Calculated values. Ansatz 0.2.0, isolated molecules: geometries and unscaled harmonic vibrations at PBE0-D4/def2-TZVP (def2 core potential for In); ideal gas, rigid rotor, harmonic oscillator at 298.15 K and 1 bar. In the frame's SMILES (hydrogens implicit), * marks the atom that is varied. Electronegativities are Pauling's; IA IB IC is the product of the principal moments of inertia.

## Program and output

```python
# Table: ideal-gas RRHO entropy, H(298)-E, ZPE, lowest/highest modes of group-13 molecules,
# Ansatz 0.2.0, PBE0-D4/def2-TZVP, 298.15 K, 1 bar. Tested: split of S into trans/rot/vib,
# the mass-only cap 1.5 R ln(m'/m) (Teller-Redlich), size scaling, descriptors of S_vib.
T = {
    'formula': ['AlBrClHO', 'BrClGaHO', 'BrClHInO', 'BH3OS2', 'AlH3OS2', 'GaH3OS2', 'H3InOS2', 'GaH3OS'],
    'member': ['O*(Cl)Br', 'O*(Cl)Br', 'O*(Cl)Br', 'O*(S)S', 'O*(S)S', 'O*(S)S', 'O*(S)S', 'H*(O)S'],
    'element': ['Al', 'Ga', 'In', 'B', 'Al', 'Ga', 'In', 'Ga'],
    'Z': [13, 31, 49, 5, 13, 31, 49, 31],
    'en': [1.61, 1.81, 1.78, 2.04, 1.61, 1.81, 1.78, 1.81],
    'atoms': [5, 5, 5, 7, 7, 7, 7, 6],
    'mass': [159.3, 202.1, 247.2, 94.0, 110.1, 152.9, 198.0, 120.8],  # u
    'sigma': [1, 1, 1, 1, 1, 1, 1, 1],
    'inertia': [21700000.0, 28500000.0, 50800000.0, 3050000, 9620000, 11000000.0, 18400000.0, 952000],  # u^3 Å^6
    'w_low': [127, 105, 75, 182, 118, 105, 76, 151],  # 1/cm
    'w_high': [3955, 3887, 3871, 3903, 3973, 3905, 3890, 3904],  # 1/cm
    'zpe': [43.8, 41.9, 39.4, 101.2, 86.0, 85.1, 82.5, 78.5],  # kJ/mol
    'h': [61.3, 60.2, 58.9, 118.4, 107.4, 106.8, 105.3, 94.9],  # kJ/mol
    's': [335.0, 346.6, 363.4, 314.8, 351.2, 358.7, 375.2, 308.8],  # J/(mol K)
}
import numpy as np
from scipy.constants import R, k, h, c, N_A, pi, atomic_mass as u, bar
A = lambda key: np.array(T[key], float)
el, fr, fo = T['element'], T['member'], T['formula']
n = len(el); Tk = 298.15
M, I, S, wl, wh, zpe, H = map(A, ['mass', 'inertia', 's', 'w_low', 'w_high', 'zpe', 'h'])
sig = np.array(T.get('sigma', [1]*n), float)
St = R*(np.log((2*pi*M*u*k*Tk/h**2)**1.5*k*Tk/bar) + 2.5)
Sr = R*(np.log(np.sqrt(pi*I)/sig*(8*pi**2*u*1e-20*k*Tk/h**2)**1.5) + 1.5)
Sv = S - St - Sr
Uv = H - zpe - 4*R*Tk/1e3
x = h*c*100*wl/(k*Tk)
Sl = R*(x/np.expm1(x) - np.log(-np.expm1(-x)))
nm = 3*A('atoms') - 6
ix = {(fr[i], el[i]): i for i in range(n)}
F1, F2, F3 = 'O*(Cl)Br', 'O*(S)S', 'H*(O)S'
m = {e: 27 + M[ix[F2, e]] - M[ix[F2, 'Al']] for e in set(el)}  # Al 27 u, rough recalled
rad = {'B': 0.84, 'Al': 1.2, 'Ga': 1.2, 'In': 1.4}; rX = 1.0  # rough recalled radii, A (X = S, Cl)
print('kT/hc %.1f 1/cm; 4RT %.2f kJ/mol; m(*) u:' % (k*Tk/h/c/100, 4*R*Tk/1e3), {e: round(float(m[e]), 1) for e in rad})
print('rounding floor: dS ~0.15 J/mol/K, Uvib 0.1 kJ/mol (0.04 RT), dZPE 0.1, cap ~0.1')
print('row modes Strans Srot Svib S(lowest) [J/mol/K] low/vib% Uvib[kJ/mol] Uvib/RT')
for i in range(n):
    print('%s %d %.1f %.1f %.1f %.1f %.0f %.2f %.2f' % (fo[i], nm[i], St[i], Sr[i], Sv[i], Sl[i], 100*Sl[i]/Sv[i], Uv[i], Uv[i]*1e3/R/Tk))
steps = [(F1, 'Al', 'Ga'), (F1, 'Ga', 'In'), (F1, 'Al', 'In'), (F2, 'B', 'Al'), (F2, 'Al', 'Ga'), (F2, 'Ga', 'In'), (F2, 'B', 'In')]
print('step dS dStr dSrot dSvib vib% dS(lowest) cap=1.5Rln(m2/m1) dS-cap [J/mol/K]')
ex = {}
for f, a, b in steps:
    i, j = ix[f, a], ix[f, b]; d = lambda y: y[j] - y[i]
    cap = 1.5*R*np.log(m[b]/m[a]); ex[f, a, b] = d(S) - cap
    assert d(Sv) > d(Sl) > 0
    print('%s %s>%s %.1f %.1f %.1f %.1f %.0f %.1f %.1f %+.1f' % (f, a, b, d(S), d(St), d(Sr), d(Sv), 100*d(Sv)/d(S), d(Sl), cap, d(S) - cap))
print('step I^(1/6)ratio radsum-ratio wlow-ratio Neff dZPE dUvib[kJ/mol] dSum(w) dwhigh[1/cm]')
for f, a, b in steps:
    i, j = ix[f, a], ix[f, b]; d = lambda y: y[j] - y[i]
    print('%s %s>%s %.3f %.2f %.3f %.1f %+.1f %+.1f %+.0f %+.0f' % (f, a, b, (I[j]/I[i])**(1/6), (rad[b] + rX)/(rad[a] + rX),
          wl[j]/wl[i], -d(Sv)/(R*d(np.log(wl))), d(zpe), d(Uv), 2e3*d(zpe)/(N_A*h*c*100), d(wh)))
print('floor of dSum(w): %.0f 1/cm' % (2e3*0.1/(N_A*h*c*100)))
sel = [i for i in range(n) if fr[i] != F3]
print('Svib = frame offset + slope*x, 7 rows (single-row frame has no free offset to test)')
print('residual order:', ' '.join(fo[i] for i in sel))
desc = {'ln wlow': np.log(wl), 'ln m(*)': np.log([m[e] for e in el]), 'ln I^(1/6)': np.log(I)/6, 'electroneg': A('en')}
for name, X in desc.items():
    D = np.array([[fr[i] == F1, fr[i] == F2, X[i]] for i in sel], float)
    p = np.linalg.lstsq(D, Sv[sel], rcond=None)[0]; r = Sv[sel] - D@p
    w = np.argmax(abs(r))
    print('%s: slope %.1f (%.2f R) rms %.2f worst %s' % (name, p[2], p[2]/R, np.sqrt(np.mean(r**2)), fo[sel[w]]))
    print('   res', ' '.join('%+.1f' % v for v in r))
i, j = ix[F3, 'Ga'], ix[F2, 'Ga']
print('Ga, H>SH: dS %.1f dStr %.1f dSrot %.1f dSvib %.1f J/mol/K; extra modes %d; dZPE %+.1f kJ/mol' %
      (S[j] - S[i], St[j] - St[i], Sr[j] - Sr[i], Sv[j] - Sv[i], nm[j] - nm[i], zpe[j] - zpe[i]))
assert min(ex[F2, 'B', 'Al'], ex[F1, 'Ga', 'In'], ex[F2, 'Ga', 'In']) > 5
assert max(ex[F1, 'Al', 'Ga'], ex[F2, 'Al', 'Ga']) < 0.2
assert np.all(Uv > 0) and np.all(Uv*1e3/R/Tk < nm)
```

Running it gives:

```
kT/hc 207.2 1/cm; 4RT 9.92 kJ/mol; m(*) u: {'B': 10.9, 'Al': 27.0, 'Ga': 69.8, 'In': 114.9}
rounding floor: dS ~0.15 J/mol/K, Uvib 0.1 kJ/mol (0.04 RT), dZPE 0.1, cap ~0.1
row modes Strans Srot Svib S(lowest) [J/mol/K] low/vib% Uvib[kJ/mol] Uvib/RT
AlBrClHO 9 172.1 118.7 44.2 12.5 28 7.58 3.06
BrClGaHO 9 175.1 119.9 51.7 14.1 27 8.38 3.38
BrClHInO 9 177.6 122.3 63.5 16.8 26 9.58 3.87
BH3OS2 15 165.5 110.6 38.7 9.7 25 7.28 2.94
AlH3OS2 15 167.5 115.4 68.3 13.1 19 11.48 4.63
GaH3OS2 15 171.6 115.9 71.2 14.1 20 11.78 4.75
H3InOS2 15 174.8 118.1 82.3 16.7 20 12.88 5.20
GaH3OS 12 168.6 105.8 34.4 11.1 32 6.48 2.62
step dS dStr dSrot dSvib vib% dS(lowest) cap=1.5Rln(m2/m1) dS-cap [J/mol/K]
O*(Cl)Br Al>Ga 11.6 3.0 1.1 7.5 65 1.5 11.8 -0.2
O*(Cl)Br Ga>In 16.8 2.5 2.4 11.9 71 2.8 6.2 +10.6
O*(Cl)Br Al>In 28.4 5.5 3.5 19.4 68 4.3 18.1 +10.3
O*(S)S B>Al 36.4 2.0 4.8 29.7 81 3.5 11.3 +25.1
O*(S)S Al>Ga 7.5 4.1 0.6 2.8 38 0.9 11.8 -4.3
O*(S)S Ga>In 16.5 3.2 2.1 11.1 68 2.6 6.2 +10.3
O*(S)S B>In 60.4 9.3 7.5 43.6 72 7.0 29.4 +31.0
step I^(1/6)ratio radsum-ratio wlow-ratio Neff dZPE dUvib[kJ/mol] dSum(w) dwhigh[1/cm]
O*(Cl)Br Al>Ga 1.046 1.00 0.827 4.7 -1.9 +0.8 -318 -68
O*(Cl)Br Ga>In 1.101 1.09 0.714 4.2 -2.5 +1.2 -418 -16
O*(Cl)Br Al>In 1.152 1.09 0.591 4.4 -4.4 +2.0 -736 -84
O*(S)S B>Al 1.211 1.20 0.648 8.2 -15.2 +4.2 -2541 +70
O*(S)S Al>Ga 1.023 1.00 0.890 2.9 -0.9 +0.3 -150 -68
O*(S)S Ga>In 1.090 1.09 0.724 4.1 -2.6 +1.1 -435 -15
O*(S)S B>In 1.349 1.30 0.418 6.0 -18.7 +5.6 -3126 -13
floor of dSum(w): 17 1/cm
Svib = frame offset + slope*x, 7 rows (single-row frame has no free offset to test)
residual order: AlBrClHO BrClGaHO BrClHInO BH3OS2 AlH3OS2 GaH3OS2 H3InOS2
ln wlow: slope -46.8 (-5.62 R) rms 3.09 worst BH3OS2
   res +2.2 +0.8 -3.0 -4.7 +4.6 +2.0 -1.9
ln m(*): slope 15.7 (1.89 R) rms 4.77 worst AlH3OS2
   res +3.6 -3.8 +0.2 -6.3 +9.1 -3.0 +0.3
ln I^(1/6): slope 145.0 (17.44 R) rms 0.83 worst BrClHInO
   res +0.1 +1.0 -1.1 -0.9 +1.0 +0.6 -0.7
electroneg: slope -49.2 (-5.92 R) rms 11.65 worst H3InOS2
   res -15.0 +2.3 +12.7 -15.1 -6.6 +6.1 +15.7
Ga, H>SH: dS 49.9 dStr 2.9 dSrot 10.2 dSvib 36.8 J/mol/K; extra modes 3; dZPE +6.6 kJ/mol
```
